Why do the magnetic moments in this tungsten oxide listen almost only to their nearest neighbours, and why do the faint couplings farther out still decide how the moments arrange themselves? The top row of the table shows how strong the nearest coupling is, but not why. The second question needs the irregular rows below it.

Heisenberg couplings J between W atoms in ferromagnetic zincblende WO (a = 4.826 Å), by the magnetic force theorem, with E = −Σ J e_i·e_j over ordered pairs and unit vectors e. Calculated with Ansatz 0.2.0, scalar-relativistic plane-wave PAW and PBE+U (effective U 6.2 eV on W 5d), cutoff 420 eV, k mesh 10×10×10 for the density and 8×8×8 for the couplings.

```
atom  distance (Å)  count  coupling (meV)
   1         3.412     12           -7.23
   1         4.826      6          -0.489
   1          5.91     24             0.2
   1         6.825     12          -0.486
   1          7.63     24          -0.009
   1         8.358      8           0.168
   1         9.028     48           0.034
   1         9.652      6           0.095
   1        10.237     24            0.02
   1        10.237     12          -0.009
   1        10.791     24            0.02
   1        11.317     24          -0.002
   1        11.821     24          -0.004
```

Each row couples one W atom to a shell of other W atoms. The column "distance" gives the radius of the shell, "count" the number of atoms in it, and "coupling" the strength for one pair; a negative coupling favours antiparallel moments. The nearest pairs stand at −7.23 meV, and no other coupling reaches even 0.5 meV. All values come from one density-functional calculation with a Hubbard correction on the W 5d shell, made with all moments parallel.

## Why the nearest moments want to be antiparallel

The same calculation gives an insulator with a gap of about 1.2 eV and a moment of 2 μB per cell, which the orbital populations assign almost wholly to the W 5d shell. That shell is extended: only about 1.0 μB is counted as the site moment close to the W atom. So each W atom holds two unpaired electrons. In a tetrahedral surrounding the 5d level splits into a lower pair of orbitals, called e, and an upper trio, called t2. The electron count and the symmetry suggest that the two unpaired electrons half-fill the e pair, one in each orbital. A simple count of charges leaves two further electrons on W, which form a pair in a filled band. W 6s orbitals are expected to take part in this band, but the computed populations give them only about 0.7 electrons in all, while W 5d holds about 1.2 electrons of each spin beyond the unpaired two, and oxygen has given up only about 0.65 of each spin. On this counting about half of the filled band or more is 5d. The half-filled e pair is therefore a simplified picture.

A stretched hydrogen molecule shows what follows. Each atom keeps one electron, but the electron can briefly visit the other atom and lower its energy, provided that the place there is free for its spin. If the two spins are parallel, the Pauli principle forbids the visit. If they are antiparallel, it is allowed, so the antiparallel state lies lower. The comparison carries over to the sign of the nearest W–W coupling, but not to its range or its dependence on direction, because in the crystal the electron can also travel through oxygen.

The formula takes two steps. Let t be the strength of the hop and Δ the energy cost of the visit. The visiting state is mixed in with an amplitude of about t/Δ, and this lowers the energy by about t²/Δ. The coupling thus follows the square of the hop: a change of geometry that weakens the hop by a tenth weakens the coupling by about a fifth. This mechanism, known as kinetic exchange, is standard theory for half-filled shells; the negative sign fits it, but the calculation doesn't isolate it. Nor does it tell how much of t runs through oxygen, through the filled mixed band or directly from W to W.

## Why the coupling fades, and why it fades unevenly

In an insulator the electrons near the gap can't carry a disturbance far, and theory expects its effect to die away exponentially. An exponential fitted to the sizes of all thirteen couplings, the numerically uncertain smallest ones included, loses about half of the strength with each ångström, but it typically misses by a factor of 2.8. A power law does just as well, so these rows can't confirm the exponential form. Distance sets the general fall; it doesn't set the individual rows.

The exception that matters most for the magnetic pattern is the shell at 6.825 Å. It couples as strongly as the one at 4.826 Å and more than twice as strongly as the one at 5.91 Å. Suppose that the electron reaches these shells by two hops, with one nearest W atom in between. The second hop is expected to bring a further factor of about t/Δ into the effective hop, and the square of that factor into the coupling, so a steep drop after the first row is expected. The expected drop is too steep, however. The nearest coupling corresponds to a t²/Δ of at most about 15 meV; with Δ no smaller than the gap, the extra factor would be about a hundredth or less, while the 6.825 Å shell stands at one fifteenth of the nearest. The shells at 8.358 and 9.652 Å, three and four hops away, are also far larger than such a ladder allows. Repeated hops between e orbitals can't be the whole story, and the filled mixed band may carry much of the distant coupling. There are four such routes to 4.826 Å, two to 5.91 Å and only one to 6.825 Å, so a mere count of routes would make the last of the three the weakest. The table refutes that.

What sets the 6.825 Å shell apart is its direction. Its atoms lie exactly two nearest-neighbour steps away in a straight line, joined by a flat zigzag chain W–O–W–O–W. Orbitals that point favourably for the first step do so again for the second, which is a plausible reason for one route to do as well as four, though it doesn't account for the size, and no orbital-by-orbital result is at hand to prove it. The advantage doesn't visibly last: after a third step, in the 10.237 Å row with twelve atoms, the coupling is too small to interpret.

Two other irregularities remain partly open. The couplings at 5.91 and 8.358 Å are positive, and so are the smaller ones at 9.028 and 9.652 Å, which hops between half-filled e orbitals can't produce in the simple picture. Hops into empty states of mainly t2 character, which favour parallel spins, or processes with several hops could do it, but their shares are unknown. At 7.63 Å the coupling is too small to tell from zero, though the fitted exponential would put its size at about 0.11 meV; whether the hop itself is weak there or opposing contributions cancel can't be told.

## Why the weak couplings choose the pattern

The W atoms form a face-centred cubic lattice, which is full of triangles of nearest neighbours. Three moments on a triangle can't all be antiparallel to one another. The best regular patterns therefore collect only a third of the energy that twelve antiparallel neighbours would give.

Two such patterns matter here, known as type I and type III. Both can be built from flat sheets, each a checkerboard of up and down moments. An atom has four nearest neighbours in the next sheet, two up and two down, so their pulls cancel. The strong coupling orders each sheet but can't tell how to stack them. In type I the stacking repeats after one cube edge; in type III it repeats after two, so that sheets one cube edge apart are reversed.

The choice falls to couplings that bridge sheets one cube edge apart. The 6.825 Å shell can be worked out by hand. Eight of its twelve atoms lie in such sheets; they are parallel to the central atom in type I and antiparallel in type III. Each neighbour enters the sum for one W atom once, and turning it from parallel to antiparallel lowers its term by twice the size of the coupling, so type III gains 8 × 2 × 0.486 = 7.8 meV per W atom. This is a lattice sum with the computed coupling and doesn't use the fit.

With all rows included, type III lies 11 meV per W atom below type I. The shells at 4.826 and 5.91 Å also help it, while the one at 8.358 Å takes back 2.7 meV. A test on parallel moments alone would hide all this, because there the tabulated shells beyond the nearest add up to less than 0.1 meV, or about 0.4 meV without the rows at or below 0.02 meV. They nearly cancel in one arrangement and decide between two others.

The printed analysis below gives each shell's share in these energies and both fits.

## What to do about it

Don't cut a model of this magnet after the nearest neighbours: it would keep the largest term but leave the stacking undecided. Stopping after 6.825 Å gives type III an advantage of 1.96 + 3.20 + 7.78 = 12.9 meV, already close to the full sum. Including the 8.358 Å shell brings it to 10.2 meV. The rows near or below 0.02 meV shouldn't be interpreted one by one, since the couplings weren't tested on a finer mesh.

Next, calculate the type I and type III arrangements themselves. The present couplings describe small turns away from the parallel state, and they show that this state isn't the lowest. In an antiparallel arrangement the electrons may hop differently, and the couplings may change. The wave vector that the calculation itself finds most favourable is that of type III, but noncollinear patterns with the same wave vector have the same energy in this model. Type III is thus the candidate to try first, not an established ground state.

Be wary of turning these numbers into an ordering temperature. The usual mean-field formula, two thirds of the energy gain of type III over disordered moments, divided by Boltzmann's constant, gives about 240 K. It ignores the fluctuations that are strong on a lattice of triangles, and it starts from couplings of the wrong state. Read it as an energy scale.

Finally, repeat the comparison with another Hubbard correction and with spin–orbit coupling. The 6.2 eV used here is large for the extended 5d shell; with a smaller value the gap, and even the moment, may not survive. A larger correction usually raises Δ and so weakens kinetic exchange, but only one value was run. Spin–orbit coupling is strong in tungsten and is missing here; it could add preferences for certain directions that compete with the 11 meV between the two stackings. As long as the local moments survive, the antiparallel sign of the nearest coupling is expected to be more robust than the choice of stacking. Nor was it tested whether WO is stable in this structure, or whether its cubic cell distorts; a distortion that lowers the symmetry could make the nearest couplings unequal and so choose the pattern itself.

Output of the analysis:

```
Shell contributions in meV per W:
  row  distance_A  energy_parallel  energy_type_I  energy_type_III  advantage_III_over_I
    1       3.412            86.76         -28.92           -28.92                     0
    1       4.826            2.934          2.934            0.978                 1.956
    1        5.91             -4.8            1.6             -1.6                   3.2
    1       6.825            5.832          5.832           -1.944                 7.776
    1        7.63            0.216         -0.072           -0.072                     0
    1       8.358           -1.344         -1.344            1.344                -2.688
    1       9.028           -1.632          0.544           -0.544                 1.088
    1       9.652            -0.57          -0.57            -0.57                     0
    1       10.24            -0.48           0.16             0.16                     0
    1       10.24            0.108         -0.036           -0.036                     0
    1       10.79            -0.48          -0.48            -0.16                 -0.32
    1       11.32            0.048         -0.016            0.016                -0.032
    1       11.82            0.096          0.096           -0.032                 0.128
Nearest coupling over the 4.826 A coupling (ratio): 14.79
Coupling at 6.825 A over that at 4.826 A (ratio): 0.9939
Energy of parallel order, all rows (meV per W): 86.69
Part of it from all rows beyond the nearest (meV per W): -0.072
Energy of type I order (meV per W): -20.27
Energy of type II order (meV per W): 4.248
Energy of type III order (meV per W): -31.38
Advantage of type III over type I (meV per W): 11.11
Same advantage from rows above 0.05 meV in size only (meV per W): 10.24
Mean-field energy scale of type III as a temperature (K): 242.8
fit of log(abs(pair_coupling)) on 13 rows: constant 3.684 +/- 1.1, coefficient of pair_distance -0.7766 +/- 0.13; rms 1.04, worst 1 2.47, leave-one-out rms 1.21
fit of log(abs(pair_coupling)) on 13 rows: constant 8.542 +/- 1.8, coefficient of log(pair_distance) -5.494 +/- 0.88; rms 1.03, worst 1 2.09, leave-one-out rms 1.16
Decay length of the exponential (A): 1.288
Typical miss of the exponential (factor): 2.828
Typical miss of the power law (factor): 2.804
```
